The row at 6.566 Å³/atom looks wrong beside the one at 5.432. The two lie on opposite sides of the energy minimum and at almost the same height, with −1.097 and −1.092 eV/atom over the elements. In a solid that behaves like a spring, equal heights mean equal and opposite pressures. Here the compressed cell pushes outward 1.4 times as hard as the stretched cell pulls inward, while the small difference in height would allow a ratio of about 1.05 at most.

Ansatz 0.2.0, PBE without dispersion correction or spin polarisation, scalar-relativistic PAW, plane waves to 420 eV, 12×12×6 k mesh, Gaussian smearing of 0.02 eV. BN in space group P6₃mc, with cell shape and atoms relaxed at fixed volume to 0.01 eV/Å. Energies are relative to the elements' standard crystals or gases in PBE; positive pressure means compression.

```
volume (relaxed cell) (Å³/atom)  c/a (relaxed cell)  shortest distance (relaxed cell) (Å)  energy over elements (eV/atom)  pressure (GPa)
                          5.253              1.6556                                 1.503                          -1.036           59.96
                          5.432              1.6551                                 1.519                          -1.092           41.62
                          5.611              1.6544                                 1.535                          -1.130           25.72
                          5.790              1.6541                                 1.551                          -1.151           11.95
                          6.148              1.6535                                 1.582                          -1.151          -10.40
                          6.327              1.6537                                 1.597                          -1.134          -19.42
                          6.566              1.6536                                 1.616                          -1.097          -29.63
```

**The spring picture.** A spring-like solid has an energy that is a parabola in the volume per atom $V$, with its minimum at $V_0$. The pressure $P$ is minus the slope of the energy, so it follows a straight line, $P=k(V_0-V)$, with one stiffness $k$ for push and pull. The two rows nearest zero pressure, 5.790 and 6.148, fix both constants, and the other five rows then test the line. For the smallest cell it gives

$$k=\frac{11.95+10.40}{6.148-5.790}\approx 62.4\ \text{GPa per Å}^3\text{/atom},\qquad V_0=5.790+\frac{11.95}{62.4}\approx 5.98\ \text{Å}^3\text{/atom},$$

$$P(5.253)\approx 62.4\times(5.98-5.253)\approx 45\ \text{GPa}.$$

**From 5.253 to 5.611, the compressed cells.** The calculation gives 60 GPa in the smallest cell, so the spring picture misses about a quarter of the pressure there. The miss shrinks row by row towards the minimum. An engineer who carried the stiffness near zero pressure over to strong compression would therefore underrate the load, and by more the further the cell is squeezed. The total energies of the same calculation bear the pressures out: their slopes agree with the mean pressures of neighbouring rows to about 0.5 GPa.

The physical reason lies in what happens when bonded atoms are pushed together. The bond electrons are crowded into less room, and the Pauli principle bars them from states that are already filled, those of the inner shells included. The electrons are forced into more sharply curved waves, which costs kinetic energy. This repulsion grows roughly exponentially as the atoms approach, much faster than the attraction that holds the bond together, so each further step inward raises the pressure by more than the last. That is the standard theory of the repulsive wall; the outputs used here hold only the total energy, not its parts.

**From 5.790 to 6.148, across the minimum.** The energies of these two rows agree to the printed digits, which could be mistaken for a flat stretch. The pressure changes sign between them, so they stand on opposite walls of a valley. The straight line meets both rows by construction, which is no test of it. The spring picture should still be at its best here, because a smooth minimum normally looks like a parabola from close by. Further out the energies show the failure too, but more faintly than the pressures do: taking the slope multiplies a cubic term by three and a square term only by two.

**From 6.327 to 6.566, the stretched cells.** Now the straight line demands too strong a pull, by 23 % of the computed value in the largest cell. The line thus lies below the computed pressure on both sides of the minimum. A badly chosen stiffness would put it too low on one side and too high on the other. Since the line is pinned to the two middle rows, misses of the same sign at both ends mean that the pressure curve itself is bent, and that the energy needs a term in the cube of the volume change.

Stretching lowers the stiffness for the same reason that squeezing raises it, even though the pull itself still grows in these rows. The repulsion dies away quickly, and what remains is a bond whose attraction also fades as the overlap between the atoms shrinks. A parabola climbs without end, whereas the energy of a real solid must level off once its atoms are separated. The curve therefore has to bend away from the parabola sooner or later, and the pressures show that it has begun to do so by 6.327.

**The whole series.** Part of the bend is geometry. In a larger cell the same added volume lengthens the bonds less, and the same force is spread over a larger area, so even ideal springs between the atoms would not give a straight line in volume. If the cube root of the volume is used as the length instead, the stiffness still falls by a factor of 1.65 from the first interval to the last, against 2.4 in volume. Geometry is therefore not the whole cause: the force between the atoms also grows less steeply as the bonds lengthen.

The crystal swells almost evenly while this happens: the shortest contact grows by 7.5 % and c/a changes by little more than 0.1 %. The relaxation kept the symmetry of the starting cell and found no easier way to give within it, so the load falls on the strong B–N bonds; whether a distortion that breaks this symmetry would relieve the load was not tested. Cubic boron nitride, in which each atom also has four such bonds, should bend its pressure curve in much the same way. The layered, graphite-like form would behave differently, because squeezing first closes the wide gaps between its sheets; it starts soft, stiffens rapidly and changes its shape as it does so. A calculation of that form would also need a dispersion term, which is left out here, because PBE alone hardly binds the sheets. The output below lists the stiffness for each interval and the straight line for each row.

Output of the analysis:

```
Stiffness between each row and the row before:
    row  middle volume in A3 per atom  pressure slope in GPa per A3 per atom  bulk modulus in GPa  length spring in eV per A2 per atom
  5.432                         5.343                                  102.5                547.4                                50.42
  5.611                         5.521                                  88.83                490.5                                46.46
   5.79                           5.7                                  76.93                438.5                                42.74
  6.148                         5.969                                  62.43                372.6                                37.91
  6.327                         6.237                                  50.39                314.3                                33.53
  6.566                         6.447                                  42.72                275.4                                 30.5
Pressure slope, first interval over last (ratio): 2.398
Bulk modulus, first interval over last (ratio): 1.988
Length spring constant, first interval over last (ratio): 1.653
Straight-line pressure against computed pressure:
    row  straight line in GPa  computed in GPa  line less computed in GPa
  5.253                 45.48            59.96                     -14.48
  5.432                  34.3            41.62                      -7.32
  5.611                 23.13            25.72                     -2.595
   5.79                 11.95            11.95                          0
  6.148                 -10.4            -10.4                 -1.776e-15
  6.327                -21.58           -19.42                     -2.155
  6.566                 -36.5           -29.63                     -6.866
Volume of zero pressure on the straight line (A3 per atom): 5.981
Push underestimated at the smallest volume (percent of computed): 24.16
Pull overestimated at the largest volume (percent of computed): 23.17
Push at 5.432 over pull at 6.566 (ratio): 1.405
Largest ratio a parabola allows for that pair: 1.045
Push at 5.611 over pull at 6.327 (ratio): 1.324
Largest ratio a parabola allows for this second pair: 1.111
Mean pressure less pressure from energy differences, smallest (GPa): 0.1084
Mean pressure less pressure from energy differences, largest (GPa): 0.5239
Growth of shortest contact over the series (percent): 7.518
Growth of cube root of volume over the series (percent): 7.72
Whole range of c/a (percent): 0.127
```
